To find negatively charged silicon vacancies in silica by magnetic resonance, one must first decide which nucleus to watch and which number to read from it. The orders of magnitude are a good start: the field gradient is about $10^{22}$ V/m² at oxygen and a few times $10^{21}$ V/m² or less at silicon. At oxygen, however, the most familiar number, the largest component of the gradient, is a poor marker of the vacancy in this calculation. The shape of the gradient marks it far better, provided the holes are shared among the oxygen atoms as they are here.

Si vacancy of charge −2 in SiO2, 53-atom supercell with relaxed ions, computed with Ansatz 0.2.0 (plane waves, PBE, default PAW datasets, scalar-relativistic, collinear spin). The cutoff is 420 eV, the k mesh 3×3×2 and the Fermi–Dirac smearing 0.01 eV. Vzz is the principal field gradient of largest magnitude, and the asymmetry is (Vxx − Vyy)/Vzz.

```
atom  like atoms  distance from the defect (Å)  site moment (muB)  Vzz (1e21 V/m^2)  asymmetry  potential at the nucleus less that at the nearest site of the element (V)
 O34           2                          1.61               0.37             11.29       0.85                                                                       0.00
 O28           2                          1.85               0.30              9.76       0.99                                                                      -0.21
Si10           2                          2.93               0.00             -4.60       0.35                                                                       0.00
 Si8           2                          2.97               0.00             -4.67       0.25                                                                       0.04
 O24           2                          3.47               0.00              9.71       0.13                                                                       1.40
 O23           2                          3.50               0.00              9.84       0.22                                                                       1.61
 O21           2                          3.64               0.00              9.95       0.19                                                                       1.63
 O20           2                          3.86               0.01              9.70       0.18                                                                       1.55
 O22           2                          3.96               0.00              8.59       0.31                                                                       1.48
 O19           2                          4.15               0.01              9.70       0.16                                                                       1.48
 O26           2                          4.17               0.00              9.44       0.27                                                                       1.60
 O30           2                          4.21               0.00              9.13       0.30                                                                       1.68
Si11           2                          4.32               0.00              1.25       0.42                                                                       1.06
 O32           2                          4.33               0.02              8.12       0.50                                                                       1.30
 Si6           2                          4.34               0.00              1.24       0.23                                                                       0.91
 Si9           2                          4.35               0.00             -1.38       0.72                                                                       0.88
 O35           2                          4.40               0.00              9.54       0.21                                                                       1.91
 O18           2                          4.48               0.00              9.30       0.28                                                                       1.75
 Si2           1                          4.90               0.00             -1.05       0.40                                                                       0.70
 Si4           1                          4.92               0.00             -1.68       0.11                                                                       0.66
 O29           2                          4.99               0.00              9.36       0.25                                                                       1.92
 Si7           2                          5.30               0.00              1.47       0.43                                                                       0.99
 Si1           1                          5.41               0.00              0.84       0.57                                                                       1.09
 O33           2                          5.80               0.00              9.30       0.22                                                                       1.80
```

The atoms were relaxed around the vacancy, and the distances are those of the relaxed structure.

The first two rows hold the spin. Taking out a neutral silicon atom leaves four oxygen atoms that each lack one electron. The charge of −2 fills two of these four holes, and the other two keep parallel spins. The site moments of the four atoms (two like O34, two like O28) add up to 1.34 muB, two thirds of the total of 2 muB, and since the other listed atoms add only 0.08 muB, most of the rest probably lies outside the regions counted as sites. The even sharing deserves caution, because PBE tends to spread oxygen holes over too many atoms, and the twofold symmetry kept in the run makes the two atoms of each pair equal. No state with opposed spins or with an O–O bond was computed for comparison, so the parallel spins are those of this run and not a proven ground state.

If only Vzz, the largest component of the gradient, is read, O34 stands modestly above the distant oxygen atoms, with 11.29 against at most 9.95. O28 does not stand out at all: it has 9.76, well within their range. Its asymmetry of 0.99, against 0.50 or less farther out, shows that something has changed. The three components add up to zero, so the middle one follows from the two printed columns, with $\eta$ for the asymmetry:

$$V_{yy}=-\tfrac{1}{2}(1+\eta)\,V_{zz}$$

This component separates the two kinds of oxygen cleanly. Its size is 10.4 at O34 and 9.7 at O28, in the table's unit of $10^{21}$ V/m², but only 5.5 to 6.1 at every listed oxygen atom that still has two silicon neighbours. The printed output after this text lists all the components.

A simple picture of the oxygen 2p shell explains why. A polar bond to silicon draws some electron density away from the oxygen, which leaves a deficit along the bond. Such a deficit adds a positive amount $D$ to the gradient along the bond and $-D/2$ in each direction across it. In a bent Si–O–Si bridge both bonds lie in one plane, so the direction perpendicular to that plane receives $-D/2$ twice, whatever the angle. $V_{yy}$ is then simply $-D$, as long as the bonds keep their polarity.

An oxygen atom beside the vacancy has lost one of its two bonds. By the same count its perpendicular component should shrink to half, yet it is 1.7 to 1.8 times the usual size. A second deficit must have replaced the lost bond, and the unpaired spin points to its source: a partial hole in a 2p orbital that lies across the remaining bond. Two deficits at right angles, one twice the other, give components in the ratio 1 : 0 : −1, which is an asymmetry of exactly 1. O28 comes very close to this. The two deficits add up to twice the size of $V_{yy}$, about 20, so with a bond deficit near 6 the hole is the larger one, and Vzz is expected to lie along the hole, not along the bond. The ratio depends on the sharing: if the holes settled on two atoms, the picture would give an asymmetry near 0.4 with a much larger Vzz at those two, and near 0 at the two filled ones. The calculation shows the spin and the changed shape together; that the hole causes the shape is the argument of the picture.

From O24 outwards, the other oxygen atoms form one family, and distance does not order them. Their Vzz varies by 1.8, while $V_{yy}$ varies by only 0.6, about a tenth of its mean size. This is what the picture predicts for bridges bent by different amounts. Closing the angle moves part of the deficit from the long axis of the bridge to the second direction in the plane, so Vzz falls and the asymmetry rises, while the perpendicular component stays. Differences of a few tenths should not be interpreted, because the gap is small and the gradients can shift with the k mesh.

O32 and O22 have the lowest Vzz of this family, 8.12 and 8.59, and also its highest asymmetries. Read alone, either column might suggest damage by the vacancy. Their perpendicular components are those of ordinary bridges, so a sharper bend at these two atoms is the likely reason, though it is inferred from the gradients and not from measured angles. O32 also carries a small site moment of 0.02 muB and the largest perpendicular component of the family, so a trace of the hole may add to its asymmetry and lower its Vzz. The lesson is to use Vzz and the asymmetry together: a bend trades one against the other, whereas at the four atoms beside the vacancy the asymmetry rises while Vzz does not fall. These four nuclei carry unpaired spin, however. Their hyperfine coupling is expected to exceed the quadrupole coupling of about 7 MHz several times over, so they should be sought by electron spin resonance and its double-resonance variants, not in an ordinary oxygen-17 spectrum.

Among the silicon atoms, Si10 and Si8 stand out, with Vzz near −4.6 against at most 1.7 in size for the others. It is tempting to blame the charge of the vacancy itself, and this can be estimated. A bare charge of $-2e$ at 2.93 Å gives

$$V_{zz}=\frac{2Q}{4\pi\varepsilon_0 r^3}\approx-\frac{2\times2\times14\ \text{V Å}}{(2.93\ \text{Å})^3}\approx-2\ \text{V/Å}^2,$$

or about $-0.2\times10^{21}$ V/m². The sign is right, but the size is about twenty times too small. The estimate leaves out screening, which weakens the effect, and the response of the atom's own electrons, which can strengthen it, so the factor is good only as an order of magnitude.

A nearer source is more plausible. Si10 and Si8 are bonded to the oxygen atoms that lost their other silicon neighbour. Such an oxygen atom binds to one silicon atom only, and this bond differs from the other three around that silicon. Extra electron density along one bond gives a negative Vzz, as found. These values serve to diagnose the bonding in the calculation and are no resonance signal, since the stable silicon nuclei have no quadrupole moment.

The last column reaches much farther, because the potential of a charge falls only as $1/r$. A negative vacancy lowers the potential around it, and the distant oxygen atoms lie 1.3 to 1.9 V above O34, though part of this step may be local, since O34 has lost a bond and carries a hole. The distant silicon atoms lie 0.7 to 1.1 V above Si10; each element has its own zero, so only the direction can be compared. O28 breaks the order, with a potential 0.21 V below that of O34 although it is farther out. Its smaller hole may be the reason, since more electrons near a nucleus lower the potential there. Farther out the order is only rough: O32, at 4.33 Å, has the lowest potential of the distant oxygen atoms, and the table does not show why.

Si2 and Si4 break the order too, and here the likely cause is the cell. They lie about 4.9 Å from the vacancy, yet their mean potential is 0.68 V, against 0.95 V for the three silicon atoms near 4.3 Å. The cell repeats every 8.514 Å in the plane, and a point midway among three neighbouring vacancies is $8.514/\sqrt{3}=4.916$ Å from each. By the geometry of quartz, Si2 and Si4 sit at such points, so three negative charges at the same distance pull their potential down together. Si1 does not fit this account easily: its distance of 5.41 Å is half the cell height of 10.818 Å, which suggests a place midway between two vacancies, yet its potential of 1.09 V is the highest of the listed silicon atoms. Counting the nearest vacancies is therefore not enough to explain the order. For the charging of an oxide layer this matters: the potential at such sites describes a dense array of vacancies in a uniform balancing charge, not a single vacancy.

Numerical output:

```
Components of the field gradient in 1e21 V/m^2:
   row    Vzz      Vxx      Vyy  most_negative
   O34  11.29  -0.8468   -10.44         -10.44
   O28   9.76  -0.0488   -9.711         -9.711
  Si10   -4.6    1.495    3.105           -4.6
   Si8  -4.67    1.751    2.919          -4.67
   O24   9.71   -4.224   -5.486         -5.486
   O23   9.84   -3.838   -6.002         -6.002
   O21   9.95    -4.03    -5.92          -5.92
   O20    9.7   -3.977   -5.723         -5.723
   O22   8.59   -2.964   -5.626         -5.626
   O19    9.7   -4.074   -5.626         -5.626
   O26   9.44   -3.446   -5.994         -5.994
   O30   9.13   -3.196   -5.935         -5.935
  Si11   1.25  -0.3625  -0.8875        -0.8875
   O32   8.12    -2.03    -6.09          -6.09
   Si6   1.24  -0.4774  -0.7626        -0.7626
   Si9  -1.38   0.1932    1.187          -1.38
   O35   9.54   -3.768   -5.772         -5.772
   O18    9.3   -3.348   -5.952         -5.952
   Si2  -1.05    0.315    0.735          -1.05
   Si4  -1.68   0.7476   0.9324          -1.68
   O29   9.36    -3.51    -5.85          -5.85
   Si7   1.47   -0.419   -1.051         -1.051
   Si1   0.84  -0.1806  -0.6594        -0.6594
   O33    9.3   -3.627   -5.673         -5.673
Moment on the four O next to the vacancy, muB: 1.34
Share of the total moment on these four O, percent: 67
Mean size of Vyy on O with two Si neighbours, 1e21 V/m^2: 5.819
Size of Vyy at O34 over that mean: 1.795
Size of Vyy at O28 over that mean: 1.669
Range of Vzz on O with two Si neighbours, 1e21 V/m^2: 1.83
Range of Vxx on the same O, 1e21 V/m^2: 2.194
Range of Vyy on the same O, 1e21 V/m^2: 0.6038
Gradient of a bare charge -2e at Si10, 1e21 V/m^2: -0.229
Computed Vzz at Si10 over that of the bare charge: 20.09
Distance of a point equally far from three vacancies in the plane, angstrom: 4.916
Half the height of the cell, angstrom: 5.409
Mean potential at Si11, Si6 and Si9 relative to Si10, V: 0.95
Mean potential at Si2 and Si4 relative to Si10, V: 0.68
```
